# Displacive excitation of coherent phonons, and a pulse width put in the wrong place

A femtosecond pulse absorbed in bismuth sets the fully symmetric $A_{1g}$ phonon ringing at approximately 2.9 THz. I want to compute how much of that ringing survives a pump of finite length. I shall do it twice. The first calculation is wrong, because it assigns the intensity width of the pulse to the field.

## The model and the instantaneous pump

Bismuth has two atoms per rhombohedral cell, and the $A_{1g}$ coordinate $Q$ moves them against each other along the trigonal axis. In the displacive model of Zeiger and co-workers (1992), an excited carrier density $n(t)$ shifts the minimum of the potential to $\kappa n$:

$$\ddot Q+2\gamma\dot Q+\omega^2\,[Q-\kappa n(t)]=0,\qquad \dot n=n_0\,g(t)-\beta n .$$

Here $\omega=2\pi\nu$ is the angular frequency, $\gamma$ the amplitude damping rate, $\beta$ the carrier decay rate, $n_0$ the total density generated, and $g(t)$ the generation profile, of unit area and centred on $t=0$.

Take $g=\delta(t)$ first, so that $n=n_0e^{-\beta t}$ for $t>0$. The trial $Ae^{-\beta t}$ gives $A(\beta^2-2\gamma\beta+\omega^2)=\omega^2\kappa n_0$. The free solutions are $e^{-\gamma t}\cos\Omega t$ and $e^{-\gamma t}\sin\Omega t$ with $\Omega^2=\omega^2-\gamma^2$. The force jumps but stays finite, so $Q(0)=\dot Q(0)=0$. The first condition fixes the cosine coefficient at $-A$. The second, for a sine coefficient $B$, reads $-\beta A+\gamma A+\Omega B=0$. Hence

$$Q_\delta(t)=\frac{\kappa n_0\,\omega^2}{\omega^2+\beta^2-2\gamma\beta}\left\{e^{-\beta t}-e^{-\gamma t}\left[\cos\Omega t-\frac{\beta-\gamma}{\Omega}\sin\Omega t\right]\right\}.$$

The square bracket equals $\cos(\Omega t+\varphi)/\cos\varphi$ with $\tan\varphi=(\beta-\gamma)/\Omega$.

For $\nu=2.9$ THz, $\omega=18.221$ rad/ps and the period is $T=345$ fs. I assume the illustrative rates $\gamma=0.4$ ps$^{-1}$ and $\beta=0.1$ ps$^{-1}$. Then $\Omega=18.217$ rad/ps, $A/\kappa n_0=1.0002$ and $\varphi=-0.94^\circ$. The lattice starts at rest, displaced from its new minimum, and swings as a cosine.

**Question.** Why is this mechanism tied to fully symmetric modes?

**Answer.** The driving term comes from an energy proportional to $nQ$, which must be invariant under the point group. A density $n$, or an electronic temperature, is invariant, so $Q$ must be invariant too. A mode of lower symmetry needs an anisotropic carrier distribution, which scattering removes quickly. The same formula covers that case: for $\beta\gg\omega$ it tends to $(\kappa n_0\omega^2/\beta\Omega)\,e^{-\gamma t}\sin\Omega t$, a sine that is smaller by about $\omega/\beta$.

## A finite pump

The equations are linear, so $Q(t)=\int_{-\infty}^{t}g(t')\,Q_\delta(t-t')\,dt'$. Once the pulse has passed, the upper limit can go to infinity, and every term $e^{st}$ in $Q_\delta$ is multiplied by $\int g(t')e^{-st'}dt'$. For a Gaussian $g$ of standard deviation $\sigma$ this is $e^{s^2\sigma^2/2}$. Dropping the damping for now, $s=\pm i\omega$, and the oscillation is reduced by

$$F=e^{-\omega^2\sigma^2/2}.$$

Everything now depends on relating $\sigma$ to the quoted pulse length. Let the pump be a Gaussian pulse at 800 nm with $\tau=100$ fs. By the usual convention of ultrafast optics, $\tau$ is the full width at half maximum (FWHM) of the intensity. Then $\omega\tau=1.822$.

## The wrong attempt

The following four lines contain an error, and their result must not be used.

1. One-photon absorption generates carriers in proportion to the cycle-averaged intensity, $g(t)\propto|\mathcal E(t)|^2$, where $\mathcal E$ is the field envelope.
2. A Gaussian of FWHM $\tau$ is $\exp(-4\ln2\,t^2/\tau^2)$, so write $\mathcal E(t)=\mathcal E_0\exp(-4\ln2\,t^2/\tau^2)$.
3. Squaring, $g\propto\exp(-8\ln2\,t^2/\tau^2)$, so $\sigma^2=\tau^2/(16\ln2)$ and $\sigma=30.0$ fs.
4. Then $F_{\rm wrong}=\exp[-\omega^2\tau^2/(32\ln2)]=e^{-0.150}=0.861$.

The wrong conclusion is that a 100 fs pump costs only 14 per cent of the amplitude, and that the amplitude halves only at a pulse length of 215 fs.

**Question.** It has the right dimensions and goes to one for a short pulse. What is suspicious about it?

**Answer.** Nothing in the limits. $F\to1$ as $\tau\to0$ and $F\to0$ as $\tau\to\infty$ hold for any positive coefficient in the exponent. One has to test the pulse itself.

## The symptom

Evaluate the intensity of line 3 at $t=\tau/2$, where a pulse of intensity FWHM $\tau$ must have fallen to one half. It gives $\exp(-2\ln 2)=0.25$. The intensity of line 3 has the FWHM $\tau/\sqrt2=70.7$ fs, so the calculation describes a shorter pulse than the one specified.

The two standard pulse diagnostics show the same thing. The intensity autocorrelation of $e^{-at^2}$ is proportional to $e^{-at^2/2}$, wider by $\sqrt2$. A 100 fs pulse therefore gives a trace 141 fs wide, whereas line 3 predicts a trace 100 fs wide.

The second diagnostic is the spectrum. For a transform-limited Gaussian the FWHM of the power spectrum and the intensity FWHM obey $\Delta\nu\,\tau=2\ln2/\pi=0.441$. At 100 fs this is $\Delta\nu=4.41$ THz, or $\Delta\lambda=\lambda^2\Delta\nu/c=9.4$ nm. The envelope of line 2 gives $\Delta\nu\,\tau=0.624$, that is 6.24 THz or 13.3 nm. A source with 9.4 nm of Gaussian bandwidth cannot deliver the pulse of line 2.

## The faulty line

Line 2 is at fault. The function $\exp(-4\ln2\,t^2/\tau^2)$ does have FWHM $\tau$, but it was given to the field, while $\tau$ belongs to the intensity. The correct envelope is

$$\mathcal E(t)=\mathcal E_0\exp(-2\ln2\,t^2/\tau^2),$$

with field FWHM $\sqrt2\,\tau$. Line 1 is sound, and lines 3 and 4 are correct algebra on a wrong input. The confusion is helped by a coincidence: for a Gaussian, the field envelope and the intensity autocorrelation share the width $\sqrt2\,\tau$.

## The mended calculation

Squaring the correct envelope gives

$$g(t)=\frac{2}{\tau}\sqrt{\frac{\ln2}{\pi}}\;\exp\!\left(-\frac{4\ln2\,t^2}{\tau^2}\right),\qquad \sigma^2=\frac{\tau^2}{8\ln2},$$

so $\sigma=42.5$ fs and

$$F=\exp\!\left[-\frac{\omega^2\tau^2}{16\ln2}\right]=e^{-0.299}=0.741 .$$

The pump costs 26 per cent of the amplitude. The amplitude halves at $\tau=4\ln2/\omega=0.441\,T=152$ fs.

The frequency domain provides an independent route. The Fourier component of $|\mathcal E|^2$ at $\nu$ is the overlap of the spectral field amplitude with a copy of itself shifted by $\nu$. For a transform-limited pulse that amplitude is $\exp[-2\ln2\,\nu'^2/\Delta\nu^2]$, with $\nu'$ counted from the carrier, and the normalised overlap is

$$F=2^{-(\nu/\Delta\nu)^2}.$$

With $(\nu/\Delta\nu)^2=0.432$ this returns 0.741. The amplitude halves when the bandwidth equals the phonon frequency.

Now restore the damping. With $s=-\gamma+i\Omega$, $s^2=\gamma^2-\Omega^2-2i\gamma\Omega$, and after the pulse

$$Q(t)=A\left\{e^{\beta^2\sigma^2/2}e^{-\beta t}-\frac{e^{-(\Omega^2-\gamma^2)\sigma^2/2}}{\cos\varphi}\,e^{-\gamma t}\cos\!\left(\Omega t+\varphi-\gamma\Omega\sigma^2\right)\right\}.$$

Since $\Omega^2-\gamma^2=\omega^2-2\gamma^2$, the reduction factor is $F\,e^{\gamma^2\sigma^2}$, and $\gamma^2\sigma^2=2.9\times10^{-4}$ is negligible. The background factor differs from one by $9\times10^{-6}$. The extra phase is $-\gamma\Omega\sigma^2=-0.75^\circ$, comparable with $\varphi$, and the total of $-1.70^\circ$ still leaves a cosine referred to the pulse centre.

**Question.** How long after the pulse centre does that expression hold?

**Answer.** The neglected piece is set by the area of $g$ still to come. At $t=150$ fs that area is $2.1\times10^{-4}$, so from about half a phonon period onward the expression is good to the figures I print.

## The size of the error

Call $x=\omega^2\tau^2/(16\ln2)$. Then $F=e^{-x}$, $F_{\rm wrong}=e^{-x/2}$, and the wrong amplitude of $Q$ is too large by $e^{x/2}$. At 100 fs this is 1.16, an overestimate of 16 per cent.

An optical experiment also has a probe. The signal at a given delay is the response averaged over the probe intensity, which is a second convolution, and the variances add. For pump and probe of the same width the oscillation in the signal is reduced by $e^{-2x}=0.550$. The slip, made on both pulses, gives $e^{-x}=0.741$, too large by $e^{x}=1.35$. The model's values for 2.9 THz, with damping dropped, are:

| $\tau$ (fs) | $x$ | $F$ | $F_{\rm wrong}$ | $e^{x/2}$, pump | $e^{x}$, pump and probe |
|---|---|---|---|---|---|
| 50 | 0.075 | 0.928 | 0.963 | 1.04 | 1.08 |
| 100 | 0.299 | 0.741 | 0.861 | 1.16 | 1.35 |
| 150 | 0.674 | 0.510 | 0.714 | 1.40 | 1.96 |
| 200 | 1.197 | 0.302 | 0.550 | 1.82 | 3.31 |

In practice the formula is used backwards: an oscillation amplitude is divided by the reduction factor to obtain $\kappa n_0$, and from it the electron-phonon force. With 100 fs pulses the slip then makes $\kappa$ too small by 14 per cent if only the pump is corrected for, and by 26 per cent if two equal pulses are.

**Question.** I have seen $8\ln2$ in that exponent. Is it another error?

**Answer.** It depends on what is being reduced. For the signal with two equal pulses, $\exp[-\omega^2\tau^2/(8\ln2)]$ is correct. It equals $\exp[-\omega^2\tau_{\rm c}^2/(16\ln2)]$ with $\tau_{\rm c}=\sqrt2\,\tau$ the FWHM of the intensity cross-correlation. For the lattice amplitude itself it is the mirror image of my slip: one uses the field envelope, or the undeconvolved autocorrelation, as the generation profile. That gives 0.550 in place of 0.741, too low by 26 per cent. The safe rule is that the width accompanying $16\ln2$ is the FWHM of the function actually convolved with $Q_\delta$.

**Question.** Could $32\ln2$ ever be right?

**Answer.** Yes, if carriers are made by two-photon absorption. Then $g\propto I^2$, its FWHM is $\tau/\sqrt2$, and the exponent is $\omega^2\tau^2/(32\ln2)$. That can apply to a gapped crystal pumped below its gap. Bismuth is a semimetal that absorbs 800 nm light with one photon, so line 1 stands.

**Question.** What if the pulse is chirped?

**Answer.** In this model only $|\mathcal E(t)|^2$ enters, so $F$ keeps its form with the actual, stretched intensity width. The bandwidth formula then gives only an upper bound on $F$, and the product 0.441 becomes a lower bound on $\Delta\nu\,\tau$. The half-maximum test and the autocorrelation test remain exact.

**Question.** Are there neglected effects as large as the slip?

**Answer.** There are two. First, the force may build up as the carriers relax. If it follows the generation with an exponential delay $\tau_r$, each term gains the factor $1/(1+s\tau_r)$. With damping dropped and an assumed $\tau_r=20$ fs, $\omega\tau_r=0.364$, the amplitude falls by the factor $(1+\omega^2\tau_r^2)^{-1/2}=0.94$ and the phase lags by $20^\circ$, far more than the phases found earlier. This factor multiplies the right and the wrong result alike, so the ratio 1.16 is unchanged. Second, 2.9 THz is typical of weakly excited bismuth at room temperature, and under strong pumping the mode typically softens, to roughly 2.5 THz or below. Inserting 2.5 THz as an estimate gives $F=0.80$, $F_{\rm wrong}=0.89$ and a ratio of 1.12. The harmonic model with fixed $\omega$ therefore overstates both the reduction and the slip at high fluence.

**Question.** Does it matter for the two-dimensional channel materials, where people use much shorter pulses?

**Answer.** Only $\omega\tau$ counts. The fully symmetric $A_1'$ mode of monolayer MoS$_2$ lies at approximately 12 THz, a period of 83 fs. If it is driven displacively through one-photon absorption of a 30 fs pump, then $x=0.461$, and the model gives $F=0.63$ against the wrong 0.79, an overestimate of 26 per cent. A 30 fs pulse on that mode is relatively longer than a 100 fs pulse on bismuth, $\tau/T=0.36$ against 0.29, and the logarithm of the overestimate grows as the square of that ratio.